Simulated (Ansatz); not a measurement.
# Ag: pressure and energy above lowest point as volume per atom varies

All results are calculated (Ansatz 0.2.0 development build). Equation of state of a cubic crystal from periodic Kohn-Sham density functional theory without spin; pressure corrected for the finite basis.

Cell of the first row (space group Fm-3m, No. 225):
```
CELL_PARAMETERS angstrom
0.00000 2.04580 2.04580
2.04580 0.00000 2.04580
2.04580 2.04580 0.00000
ATOMIC_POSITIONS crystal
Ag 0.00000 0.00000 0.00000
```

Settings of every row: formula Ag; structure type fcc; functional PBE; spin treatment none; k mesh 45x45x45; occupation method fermi-dirac; occupation width 0.061225619 eV; wave cutoff 420 eV; datasets soft-1 PAW; density cutoff ratio 4.

| row | volume per atom (Å³) | pressure (GPa) | energy above lowest point (meV/atom) |
| --- | --- | --- | --- |
| 1 | 17.126 | 4.229 | 9.07 |
| 2 | 17.483 | 1.988 | 2.2 |
| 3 | 17.839 | 0.032 | 0 |
| 4 | 18.196 | ? | ? |
| 5 | 18.553 | -3.163 | 7.3 |
| 6 | 18.91 | -4.457 | 15.81 |

Question: what pressure and energy above lowest point should row 4 give?

Worked fit of pressure. Take u = (V_r/V)^(2/3) − 1 with V_r = 17.839 Å³ an atom, which is twice the finite (Eulerian) strain; such expansions in the strain, on which the Birch-Murnaghan equation of state is built, carry the rest volume and the bulk modulus. The shown rows have u = 0.02757, 0.01353, 0, -0.02582, -0.03812. Least squares give pressure = 0.0341 + 137.63 × u + 522.96 × u² GPa; a straight line predicts inner rows, each left out in turn, worse (root mean square 0.25 against 0.0088 GPa). The rows lie off it by 0.003, -0.004, -0.002, 0.008, -0.005 (root mean square 0.0049 GPa). The pressure vanishes at u = -0.0002, or V = 17.85 Å³ an atom, and there the bulk modulus at fixed shape and fractions is B = −V dP/dV = (2/3)(1 + u) dP/du = 91.6 GPa. The withheld row has u = -0.01312, so the fit gives 0.0341 + 137.63 × (-0.01312) + 522.96 × (-0.01312)² = -1.682 GPa.

The calculation gave -1.675 GPa. The fit lies 0.007 GPa (0.081 % of the column's range) below it; its largest miss of a shown row is 0.008 GPa.

Worked fit of energy above lowest point. Take u = (V_r/V)^(2/3) − 1 with V_r = 17.839 Å³ an atom, which is twice the finite (Eulerian) strain; such expansions in the strain, on which the Birch-Murnaghan equation of state is built, carry the rest volume and the bulk modulus. The shown rows have u = 0.02757, 0.01353, 0, -0.02582, -0.03812. Least squares give energy above lowest point = 0.018 + 14.67 × u + 11303.8 × u² meV/atom; a straight line predicts inner rows, each left out in turn, worse (root mean square 5.4 against 0.14 meV/atom). The rows lie off it by 0.06, -0.09, -0.02, 0.12, -0.07 (root mean square 0.079 meV/atom). Its lowest point lies at u = -0.0006, or V = 17.86 Å³ an atom, and the curvature there gives the bulk modulus at fixed shape and fractions, B = (4/9)(1 + u)² E″(u)/V = 90 GPa. The withheld row has u = -0.01312, so the fit gives 0.018 + 14.67 × (-0.01312) + 11303.8 × (-0.01312)² = 1.77 meV/atom.

The calculation gave 1.87 meV/atom. The fit lies 0.10 meV/atom (5.3 % of the value, 0.63 % of the column's range) below it; its largest miss of a shown row is 0.12 meV/atom.
